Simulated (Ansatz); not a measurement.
# A series in temperature on Zn

Harmonic phonon free energy (zero-point part included), entropy and heat capacity at constant volume from interpolated force constants; periodic cell, basis, potentials, k mesh and filling as listed. The results are calculated, by Ansatz 0.2.0.

Structure of every row (space group Fm-3m, No. 225):
```
CELL_PARAMETERS angstrom
0.00000 1.96480 1.96480
1.96480 0.00000 1.96480
1.96480 1.96480 0.00000
ATOMIC_POSITIONS crystal
Zn 0.00000 0.00000 0.00000
```

Settings of every row: functional LDA; dispersion none; potentials PAW; wave cutoff 420 eV; density cutoff 1680 eV; k mesh 12x12x12; k shift 0x0x0; occupations fermi dirac; smearing width 0.1 eV; spin none; phonon method finite displacements; phonon supercell 2x2x2; dipole term of polar modes left out.

Limits: coarse k mesh, up to 40 meV an atom off; small supercell for force constants; volume not checked for rest; the cell comes from a prototype or a list of computed structures and needn't be the stable phase.

```
row  temperature (K)  phonon entropy (k_B/atom)  phonon heat capacity (k_B/atom)  phonon free energy (meV/atom)
  1              160                      3.875                            2.824                          -9.56
  2              240                      5.042                            2.919                         -40.55
  3              320                      5.888                            2.954                         -78.36
  4              400                      6.549                             2.97                        -121.31
  5              480                      7.091                            2.979                        -168.38
  6              560                          ?                                ?                              ?
  7              640                       7.95                            2.988                        -272.35
  8              720                      8.302                            2.991                        -328.39
  9              800                      8.617                            2.992                        -386.73
 10              880                      8.902                            2.994                        -447.13
 11              960                      9.163                            2.995                        -509.41
```

Question: what phonon entropy and phonon heat capacity should row 6 give?

Worked fit of phonon entropy. Entropy rises as the heat capacity times the change of ln T, so take t = ln(T / 300 K). The shown rows have t = -0.6286, -0.2231, 0.0645, 0.2877, 0.47, 0.7577, 0.8755, 0.9808, 1.0761, 1.1632. Least squares give phonon entropy = 5.7009 + 2.93479 × t + 0.0383 × t² k_B/atom; a straight line predicts inner rows, each left out in turn, worse (root mean square 0.01 against 0.0038 k_B/atom). The rows lie off it by 0.004, -0.006, -0.002, 0.001, 0.002, 0.003, 0.002, 0.001, -0.001, -0.003 (root mean square 0.0029 k_B/atom), a smooth pattern that one more power would take up: the form is only approximate. The slope at t = 0, 2.93 k_B/atom, estimates the heat capacity at 300 K. The withheld row has t = 0.6242, so the fit gives 5.7009 + 2.93479 × (0.6242) + 0.0383 × (0.6242)² = 7.548 k_B/atom.

The calculation gave 7.551 k_B/atom. The fit lies 0.003 k_B/atom (0.057 % of the column's range) below it; its largest miss of a shown row is 0.006 k_B/atom.

Worked fit of phonon heat capacity. At high temperature a harmonic heat capacity falls short of its limit by a term in 1/T², so take t = (100 K / T)². The shown rows have t = 0.39062, 0.17361, 0.09766, 0.0625, 0.0434, 0.02441, 0.01929, 0.01562, 0.01291, 0.01085. Least squares give phonon heat capacity = 2.9999 − 0.4792 × t + 0.0742 × t² k_B/atom; a straight line predicts inner rows, each left out in turn, worse (root mean square 0.001 against 0.00033 k_B/atom). All shown rows lie on it to the printed digit. The constant, 2.9999 k_B/atom, is to be held against the harmonic limit of 3 k_B an atom. The withheld row has t = 0.03189, so the fit gives 2.9999 − 0.4792 × (0.03189) + 0.0742 × (0.03189)² = 2.985 k_B/atom.

The calculation gave 2.985 k_B/atom. The fit meets it to the printed digit.

The other values of row 6: phonon free energy -218.89 meV/atom.
